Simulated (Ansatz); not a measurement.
# Ti: pressure and energy change per atom as volume scale varies

Plane-wave DFT, scalar-relativistic PAW made under PBE with cores redone for the functional, no dispersion; the given relaxed cell is scaled uniformly, energy at zero smearing counts from the unscaled cell, pressure at the given Fermi-Dirac smearing is positive in compression. The results are calculated, by Ansatz 0.2.0.

The cell before it is scaled or strained (space group P6_3/mmc, No. 194):
```
cell vectors (Å)
   2.9010     0.0000     0.0000
  -1.4505     2.5123     0.0000
   0.0000     0.0000     4.5953
atoms (fractions of the cell vectors)
Ti  0.33333  0.66667  0.25000
Ti  0.66667  0.33333  0.75000
```

Settings of every row: spin polarised no; functional PBEsol; wave cutoff 420 eV; smearing width 0.1 eV; k mesh 20x20x11.

Atom starting moment: 0 on all atoms.

| row | volume scale | V (Å³/atom) | pressure (GPa) | energy change per atom (meV) |
| --- | --- | --- | --- | --- |
| 1 | 0.88 | 14.736 | 18.89 | 105.46 |
| 2 | 0.92 | 15.406 | 11.42 | 43.26 |
| 3 | 0.96 | 16.076 | 5.19 | 9.69 |
| 4 | 1.04 | 17.416 | ? | ? |
| 5 | 1.08 | 18.085 | -7.95 | 37.08 |
| 6 | 1.12 | 18.755 | -10.95 | 77.76 |

Question: what pressure and energy change per atom should row 4 give?

Worked fit of pressure. Take u = (V_r/V)^(2/3) − 1 with V_r = 16.076 Å³ an atom, which is twice the finite (Eulerian) strain; such expansions in the strain, on which the Birch-Murnaghan equation of state is built, carry the rest volume and the bulk modulus. The shown rows have u = 0.05974, 0.02879, 0, -0.0755, -0.09765. Least squares give pressure = 5.191 + 204.92 × u + 406.7 × u² GPa; a straight line predicts inner rows, each left out in turn, worse (root mean square 1.1 against 0.014 GPa). The rows lie off it by 0.01, -0.01, 0.00, 0.01, -0.01. The pressure vanishes at u = -0.0268, or V = 16.74 Å³ an atom, and there the bulk modulus at fixed shape and fractions is B = −V dP/dV = (2/3)(1 + u) dP/du = 119 GPa. Letting shape and atoms relax would as a rule lower it, by much in layered, chain or molecular crystals. The withheld row has u = -0.05198, so the fit gives 5.191 + 204.92 × (-0.05198) + 406.7 × (-0.05198)² = -4.36 GPa.

The calculation gave -4.34 GPa. The fit lies 0.02 GPa (0.067 % of the column's range) below it; its largest miss of a shown row is 0.01 GPa.

Worked fit of energy change per atom. Take u = (V_r/V)^(2/3) − 1 with V_r = 16.076 Å³ an atom, which is twice the finite (Eulerian) strain; such expansions in the strain, on which the Birch-Murnaghan equation of state is built, carry the rest volume and the bulk modulus. The shown rows have u = 0.05974, 0.02879, 0, -0.0755, -0.09765. Least squares give energy change per atom = 9.663 + 733.94 × u + 14619.9 × u² meV; a straight line predicts inner rows, each left out in turn, worse (root mean square 38 against 0.59 meV). The rows lie off it by -0.23, 0.35, 0.03, -0.51, 0.36 (root mean square 0.34 meV). The withheld row has u = -0.05198, so the fit gives 9.663 + 733.94 × (-0.05198) + 14619.9 × (-0.05198)² = 11.01 meV.

The calculation gave 10.23 meV. The fit lies 0.78 meV (7.6 % of the value, 0.81 % of the column's range) above it; its largest miss of a shown row is 0.51 meV.
